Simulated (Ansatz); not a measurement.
**Equilibrium of GeH2Cl2 + C2H5I ⇌ GeH3Cl + C2H4ClI at process temperatures**

Species: GeH2Cl2 (dichlorogermane) `[Cl][GeH2][Cl]`, singlet; C2H5I (iodoethane) `CCI`, singlet; GeH3Cl (chlorogermane) `[Cl][GeH3]`, singlet; C2H4ClI `CC(Cl)I`, singlet. The partners trade Cl for H: Ge–Cl and C–H bonds give way to Ge–H and C–Cl.

The electronic reaction energy at CCSD(T)/def2-TZVPP is +142.9 kJ/mol. Shapes: PBE0-D4/def2-TZVP. Programs: Ansatz 0.2.0. Enthalpy and entropy come from rigid-rotor, harmonic-oscillator sums on unscaled PBE0-D4/def2-TZVP wavenumbers, ideal gases at 1 bar; R ln 2 is added for the mirror twin of the chiral shape of C2H4ClI. Symmetry numbers: GeH2Cl2 2, C2H5I 1, GeH3Cl 3, C2H4ClI 1. R = 8.3145 J/(mol K).

```
T (K)  ΔH (kJ/mol)  ΔS (J/(mol K))
  700       +135.4             0.0
 1000       +136.4            +1.2
 1300            ?               ?
```

Work out ln K at 700 and 1000 K, and from these estimate it at 1300 K.


1. 700 K: ΔG = +135.4 − 700 × (0.0)/1000 = +135.4 kJ/mol; ln K = −ΔG/RT = -23.26.
2. 1000 K: ΔG = +136.4 − 1000 × (+1.2)/1000 = +135.2 kJ/mol; ln K = −ΔG/RT = -16.26.
3. Slope against 1000/T: (-16.26 − (-23.26))/(1.0000 − 1.4286) = -16.33, that is −ΔH/R with ΔH near +136 kJ/mol.
4. 1300 K: ln K = -23.26 + (-16.33) × (0.7692 − 1.4286) = -12.49.

The full sums give ΔH = +137.3 kJ/mol, ΔS = +2.0 J/(mol K), ΔG = +134.7 kJ/mol and ln K = -12.46 at 1300 K, so the line is off by -0.03 in ln K; without rounding the miss is -0.03, from the change of ΔH with temperature. The reactants are favoured over this whole range. An error of 10 kJ/mol in the energy moves ln K by 0.9 at 1300 K. Soft modes are treated as harmonic, which can err either way at these temperatures; the lowest are those of GeH2Cl2 (148 cm⁻¹), C2H5I (258 cm⁻¹), C2H4ClI (193 cm⁻¹). For atoms past krypton def2 sets carry core potentials with scalar relativity. Relativity is left out for Ge. Outer-core shells of Ge, I are correlated, in sets that cover them unevenly.

Chlorine strongly prefers germanium and hydrogen prefers carbon, so the exchange as written is uphill throughout. Germanium is more electropositive than carbon, which makes Ge–Cl a strong, polar bond, while its more diffuse valence orbitals overlap less well with hydrogen and leave Ge–H weaker than C–H. The new C–Cl bond can't make up for both losses. Crowding between chlorine and iodine on the same carbon probably adds a smaller penalty.

Entropy offers little help, since two molecules give two molecules and the changes in symmetry, chirality and vibrations are small. ΔG therefore hardly moves, and ln K becomes less negative mainly because a nearly constant enthalpy cost is divided by a growing RT. Heating weakens the preference for the reactants without removing its cause. The reverse reaction, chlorine passing from carbon to germanium in exchange for hydride, is the favoured direction, in line with the known use of germanium hydrides to reduce alkyl halides. Whether this exchange could compete with C–I cleavage or HI elimination in the hot gas isn't shown.
